Dear colleague,

You asked which changes to a 3 GeV electron ring would move its natural energy spread, in which direction and how far. The answer follows from the Fokker–Planck limit of photon emission.

**The limit.** Set $\hbar=c=1$, $\varepsilon=\gamma m$, $\chi=\gamma B/B_{cr}$, $B_{cr}=m^2/e=4.414\times10^{9}$ T. In a locally constant field the emission rate per unit time and photon energy is

$$W=\frac{\alpha m^2}{\sqrt3\pi\varepsilon^2}\Big[\Big(2+\frac{u^2}{1+u}\Big)K_{2/3}(y)-\int_y^\infty K_{1/3}(x)\,dx\Big],\quad u=\frac{\omega}{\varepsilon-\omega},\quad y=\frac{2u}{3\chi}.$$

The energy distribution obeys $\partial_tf(\varepsilon)=\int d\omega\,[W(\varepsilon+\omega,\omega)f(\varepsilon+\omega)-W(\varepsilon,\omega)f(\varepsilon)]$. Since $\omega/\varepsilon\sim\chi\ll1$, expand in $\omega$:

$$\partial_tf=\partial_\varepsilon(Pf)+\tfrac12\partial_\varepsilon^2(Qf),\qquad P=\int\omega W\,d\omega,\quad Q=\int\omega^2W\,d\omega.$$

At lowest order the bracket is $\int_y^\infty K_{5/3}\,dx$ and $\omega=y\,\omega_c$ with $\omega_c=\tfrac32\chi\varepsilon$. Its moments with $y$ and $y^2$ are $8\pi/(9\sqrt3)$ and $55\pi/81$, so

$$P=\tfrac23\alpha m^2\chi^2,\qquad Q=\frac{55}{24\sqrt3}\,\alpha m^2\chi^3\varepsilon .$$

The drift $-P$ is the Landau–Lifshitz energy loss. In a fixed field $P\propto\varepsilon^2$, so $P'=dP/d\varepsilon=2P/\varepsilon$, and a narrow beam has $d\sigma^2/dt=-2P'\sigma^2+Q$. The variance grows while $\sigma^2/\varepsilon^2<55\chi/(64\sqrt3)$ and shrinks above that.

**The ring.** The RF restores the mean loss and rotates $\delta\varepsilon$ into arrival phase, fast compared with the damping. For the squared oscillation amplitude, $\langle A^2\rangle=2\sigma^2$, emission gives $d\langle A^2\rangle/dt=-2P'\sigma^2+Q$. Both terms of $d\sigma^2/dt$ are halved and the fixed point stays. An off-energy electron also follows a displaced orbit, which turns $P'$ into $J_s\langle P\rangle/\varepsilon$ with $J_s=2+\mathcal D$. Averaging over a turn,

$$\sigma_\delta^2\equiv\frac{\sigma^2}{\varepsilon^2}=\frac{55}{32\sqrt3\,J_s}\frac{\gamma B_{\rm eff}}{B_{cr}},\qquad B_{\rm eff}=\frac{\oint|B|^3ds}{\oint B^2ds},\qquad \tau_s=\frac{2\varepsilon T_0}{J_sU_0},$$

with $U_0$ the loss per turn, $T_0$ the revolution time and $\tau_s$ the amplitude damping time.

**Model ring.** Assumed inputs: 3 GeV, uniform dipoles of 1.4 T, circumference $C=560$ m, $J_s=2$. Then $\gamma=5871$, $\rho=7.148$ m, total dipole length 44.9 m, $\chi=1.862\times10^{-6}$, $\omega_c=8.38$ keV, $U_0=1.002$ MeV and $T_0=1.868\ \mu$s. With $55/(64\sqrt3)=0.4962$ the model gives $\sigma_\delta=9.61\times10^{-4}$ and $\tau_s=5.59$ ms. A beam injected narrower than this widens, a broader one narrows, and the variance relaxes in $\tau_s/2=2.8$ ms.

**Reasoning.** The spread is a random walk cut off by damping: $\sigma^2\sim Q/P'\sim\omega_c\varepsilon$. The number of photons per second cancels, and their hardness remains.

1. *Energy up 10 % on the same orbit.* The field scales with energy, to 1.54 T, so $\chi\propto\gamma^2$ and $\sigma_\delta\propto\gamma$. The spread rises, and $\tau_s\propto\varepsilon^{-3}$ falls.
2. *Dipoles of half the field and twice the length* (0.7 T, 89.8 m, same $C$). The photons are softer, $\sigma_\delta\propto\sqrt B$ falls, and $\tau_s$ doubles.
3. *Longer straights,* $C=700$ m. $\langle P\rangle$ and $\langle Q\rangle$ are diluted alike, so the spread stays and $\tau_s\propto C$. A higher RF voltage doesn't enter either; it shortens the bunch.
4. *A wiggler in a dispersion-free straight.* A sinusoidal field of peak $B_w$ and length $L$ adds $B_w^2L/2$ to $\oint B^2ds$ and $4B_w^3L/(3\pi)$ to $\oint|B|^3ds$, a ratio of $8B_w/(3\pi)$. It lowers $B_{\rm eff}$ if $B_w<3\pi B/8=1.65$ T and raises it otherwise. Damping gets faster in both cases.
5. *A horizontally defocusing gradient in the dipoles.* With positive dispersion an electron with excess energy runs outside, where the field is now weaker, and sheds less of its excess. $J_s$ drops and the spread rises as $J_s^{-1/2}$. By Robinson's sum rule, $J_x+J_s=3$ in a flat ring, horizontal damping gains what is lost.

**Calculation.** The dipoles contribute $\oint B^2ds=88.0$ T²m and $\oint|B|^3ds=123.2$ T³m. An assumed wiggler of 1.0 T and 10 m adds 5.00 and 4.24, giving $B_{\rm eff}=1.370$ T. An assumed one of 3.5 T and 2 m adds 12.25 and 36.4, giving 1.592 T. For wigglers $\tau_s\propto1/\oint B^2ds$. For the gradient I assume $J_s=1.5$. All entries are the model's.

| Change | $\sigma_\delta$ ($10^{-4}$) | ratio | $\tau_s$ (ms) |
|---|---|---|---|
| 3.3 GeV, same orbit | 10.57 | 1.100 | 4.20 |
| 0.7 T dipoles | 6.80 | 0.707 | 11.18 |
| $C=700$ m | 9.61 | 1.000 | 6.99 |
| wiggler 1.0 T, 10 m | 9.51 | 0.989 | 5.29 |
| wiggler 3.5 T, 2 m | 10.25 | 1.066 | 4.91 |
| $J_s=1.5$ | 11.10 | 1.155 | 7.45 |

The signs are those reasoned above. The weak wiggler lowers the spread by just 1.1 %, because its own effective field, 0.85 T, enters with the small weight of its share of the radiated power.

**What is neglected.** Keeping recoil, $\omega=\varepsilon u/(1+u)$, multiplies $P$ by $1-\frac{55\sqrt3}{16}\chi=1-5.95\chi$ and $Q$ by $1-\frac{448\sqrt3}{55}\chi=1-14.1\chi$, relative changes of $1.1\times10^{-5}$ and $2.6\times10^{-5}$. For uniform sector dipoles without gradient $\mathcal D=\alpha_cC/(2\pi\rho)$; an assumed momentum compaction $\alpha_c=2\times10^{-4}$ gives 0.0025, which lowers $\sigma_\delta$ by 0.06 %. The local rate needs the formation length $\rho/\gamma=m/(eB)$, 1.7 mm at 1 T, to be short against the wiggler period. An assumed 10 cm period meets this (deflection parameter $K=9.3$), while an undulator with $K\sim1$ needs its own $Q$.

The serious rivals are collective. Intrabeam scattering typically adds from one to ten per cent to the spread of a low-emittance ring at operating current, and the microwave instability adds more once its threshold is passed. Either would hide the 1.1 % fall and distort the other rows, and both depend on bunch length, hence on RF voltage. Please record the spread at several low single-bunch currents and extrapolate to zero, which is the limit that the table describes.

With best regards